Read equation, avalanche resonance and Gilden-Hines impedance: three-slab model of a Si double-drift diode at 94 GHz

1. Model and conventions

One dimension, area A, permittivity ε, time factor exp(iωt), field along +x. An avalanche slab 0 < x < xa lies between two equal drift slabs of width Wd. Holes move to +x, electrons to −x, both at the saturation velocity vs. In the avalanche slab the dc field is uniform and both carriers ionise at the rate α(E), with α′ = dα/dE; in the drift slabs α = 0. No diffusion, fixed temperature. τa = xa/vs.

Particle currents Jp = q vs p, Jn = q vs n; j = Jp + Jn, d = Jp − Jn. Sum and difference of the two continuity equations:

(1) (1/vs) ∂j/∂t + ∂d/∂x = 2αj
(2) (1/vs) ∂d/∂t + ∂j/∂x = 0

The total current density J = j + ε ∂E/∂t is independent of x. Only the saturation currents enter the slab: Jp(0) + Jn(xa) = Js.

2. Read equation

Integrate (1) over the slab, using d(xa) − d(0) = j(0) + j(xa) − 2Js. With j̄ the slab average:

(3) τa dj̄/dt = 2∫αj dx − j(0) − j(xa) + 2Js.

Read (1958) takes j independent of x:

(4) (τa/2) dj/dt = j(∫α dx − 1) + Js.

In the steady state j = J0 = M Js with M = 1/(1 − ∫α dx).

3. Response time of the uniform slab

Test (4) on the free mode j ∝ exp(st) with Js = 0, constant α, a = αxa, u = sτa, ξ = x/xa. Eliminating d gives j″ = −κ²j with κ² = u(2a − u). The symmetric solution is j = cos κ(ξ − ½). The condition Jp(0) = 0 means j = −d = j′/u at ξ = 0, that is tan(κ/2) = u/κ. Hence

(5) u = κ tan(κ/2), a = κ/sin κ.

For small κ, u ≈ κ²/2 and a − 1 ≈ κ²/6, so sτa = 3(αxa − 1), while (4) gives 2(αxa − 1). Reason: by (2) a growing current bulges in the middle, j̄ ≈ j(0)(1 + u/6). In (3) the generation term and the outflow nearly cancel, and the bulge leaves 2·u/6 = u/3 on the right, of the same order as u on the left. The miss does not shrink with xa. The usable form is

(6) τi dj/dt = j(∫α dx − 1) + Js,

with τi = τa/2 under Read's assumption and τi = τa/3 for the uniform slab near breakdown.

4. Avalanche resonance

Linearise (6), tildes for ac amplitudes: (iωτi + 1/M) j̃ = J0 α′ xa Ẽ. With I0 = J0 A the slab is an inductance La = τi/(α′I0) in series with 1/(Mα′I0), shunted by Ca = εA/xa. For M → ∞, using J̃ = j̃ + iωεẼ:

(7) γ = j̃/J̃ = 1/(1 − ω²/ωr²), ωr² = 1/(La Ca) = (τa/τi) α′ vs J0/ε.

Read: ωr² = Ω² ≡ 2α′vsJ0/ε. Uniform slab: ωr² = 3α′vsJ0/ε. In both, ωr ∝ √J0 at fixed α′. Above ωr the particle current is in antiphase with the total current. The slab impedance is Za = (1 − γ)/(iωCa).

5. Drift slabs and Gilden-Hines impedance

At distance y into a drift slab j̃ = γJ̃ exp(−iωy/vs) and Ẽ = (J̃ − j̃)/(iωε). Integrating over y, with θ = ωWd/vs and Cd = εA/Wd:

(8) Zd = [1 − γ(1 − exp(−iθ))/(iθ)]/(iωCd).

With S = sin θ/θ, K = (1 − cos θ)/θ and γ = γ₁ + iγ₂:

(9) Rd = (γ₁K − γ₂S)/(ωCd), Xd = −(1 − γ₁S − γ₂K)/(ωCd).

For the real γ of (7) this is the result of Gilden and Hines (1966):

(10) Rd = (Wd²/εvsA)(1 − cos θ)/[θ²(1 − ω²/ωr²)].

Rd is negative for ω > ωr and positive below, apart from zeros at θ = 2π, 4π, …; at ω → 0 it tends to the space-charge resistance Wd²/(2εvsA). Both drift slabs receive the same γ, so Z = Za + 2Zd.

6. Closed solution at finite ωτa

Linearise (1) and (2) directly about αxa = 1, Js = 0, keeping the x dependence of Ẽ (the uniform-avalanche problem of Misawa, 1966). Set w = ωτa, W = Ωτa, J̃ = 1. The source 2α′J0Ẽ xa equals W²(1 − j̃)/(iw), and d̃ = −j̃′/(iw). Then

j̃″ = −κ²j̃ − W², κ² = w² − W² + 2iw,
j̃ = −W²/κ² + C cos κ(ξ − ½).

The boundary condition j̃(0) = j̃′(0)/(iw) gives the exit current γ = j̃(0) = j̃(1) = Cκ sin(κ/2)/(iw). Eliminating C:

(11) γ = −W²/Δ, Δ = κ² − iwκ cot(κ/2),
(12) j̄ = (2iwγ − W²)/κ², Za = (1 − j̄)/(iωCa).

With (8) this is the exact small-signal impedance of the model.

Thin limit: κ cot(κ/2) = 2 − κ²/6 − …, so Δ = w² − W² + iwκ²/6 + … = (2/3)w² − W² + third order. Then γ = 1/(1 − ω²/(3Ω²/2)), which is (7) with τi = τa/3, and (10) follows. The general statement thus holds in form, with the factor 3 in ωr².

Low-frequency limit: γ → 1 − iwη, η = [W coth(W/2) − 2]/W² ≈ 1/6, and Re Za → 0. By (9) each drift slab gains ηWd xa/(εvsA): the carrier charge in the avalanche slab lifts the edge field above the mean field. Relative to Wd²/(2εvsA) this is 2ηxa/Wd.

7. Numbers

ε = 11.7 ε0 = 1.036×10⁻¹² F/cm (compiled value at 300 K, Ioffe Institute). Assumed inputs, typical of a hot CW diode: vs = 8×10⁶ cm/s, xa = 0.16 µm, α′ = 0.25 V⁻¹ (field near 600 kV/cm), Wd = 0.30 µm, J0 = 30 kA/cm², A = 7×10⁻⁶ cm².

Derived: diameter 30 µm, I0 = 0.21 A, α = 1/xa = 6.25×10⁴ cm⁻¹, τa = 2.0 ps, Ca = 0.453 pF, La = 19.0 pH (τa/2) or 12.7 pH (τa/3). At 94 GHz: ω = 5.906×10¹¹ s⁻¹, w = 1.18, W = 0.681, θ = 2.21, K = 0.723, S = 0.361, 1/(ωCd) = 7.00 Ω, 1/(ωCa) = 3.74 Ω, κ² = 0.932 + 2.362i, Δ = 0.453 + 0.167i, j̄ = −0.959 + 0.149i.

Z = R + iX at 94 GHz, fr = ωr/2π:

τi = τa/2: fr = 54.2 GHz, γ = −0.497, R = −5.0 Ω, X = −22.1 Ω
τi = τa/3: fr = 66.3 GHz, γ = −0.992, R = −10.0 Ω, X = −26.5 Ω
eqs. (11), (12): γ = −0.901 + 0.332i, R = −11.4 Ω, X = −22.5 Ω

Reading:
- Resonance. Re Δ changes sign between 66.4 and 66.5 GHz, next to the τa/3 value although the slab is not thin. The pole becomes a finite peak, |γ| = 18 at 66.3 GHz.
- Resistance. The thin formula falls 1.3 Ω short of the exact model with τa/3 and 6.3 Ω short with τa/2.
- Phase. The exact γ lags the antiphase by a further 20°. For θ < π this makes −γ₂S negative: the drift slabs give −10.8 Ω, and the avalanche slab adds −0.56 Ω of its own. The same lag cuts |X| from 26.5 to 22.5 Ω; that the τa/2 row lands near this value comes from two offsetting misses.
- Low frequency, isothermal. (10) gives 7.76 Ω per slab, 15.5 Ω in all. With η = 0.165 the avalanche charge adds 2.74 Ω, total 18.25 Ω.

8. Neglected terms

- Js: the series term is 19 Ω/M, to be set against ωLa = 7.5 Ω; negligible for M ≫ 1.
- Unequal rates. Repeating section 3 with αn ≠ αp gives √(αnαp) xa = μ/sinh μ and sτa = (αn + αp)xa/2 − μ coth μ, with μ = z = ½ ln(αn/αp) at breakdown. If both rates change by the same fraction, d(sτa)/d ln α = z coth z + (coth z − z/sinh²z)/(coth z − 1/z). This is 3 at z → 0 and 3.02 for αn/αp = 2, a ratio typical of Si at this field.
- Diffusion damps the drifting wave by exp(−Dω²Wd/vs³). For an assumed D = 10 cm²/s the exponent is 0.20, comparable to the finite-thickness correction.
- Input sensitivity: from (7) and (10), d ln|R|/d ln(α′J0) = 1 − γ = 2.0 with τa/3, so 10 % in α′ moves R by about 20 %.
- Profile: a real p-n double-drift junction has a peaked field, xa is then a matter of definition, and τi must be computed from the profile.

All impedances above are the model's. An oscillating CW Si diode of this size typically presents a net negative resistance of roughly 1 to 3 Ω. The small-signal −11 Ω is several times larger, because it omits the fall of |R| with rf amplitude and the series resistance of substrate and contacts.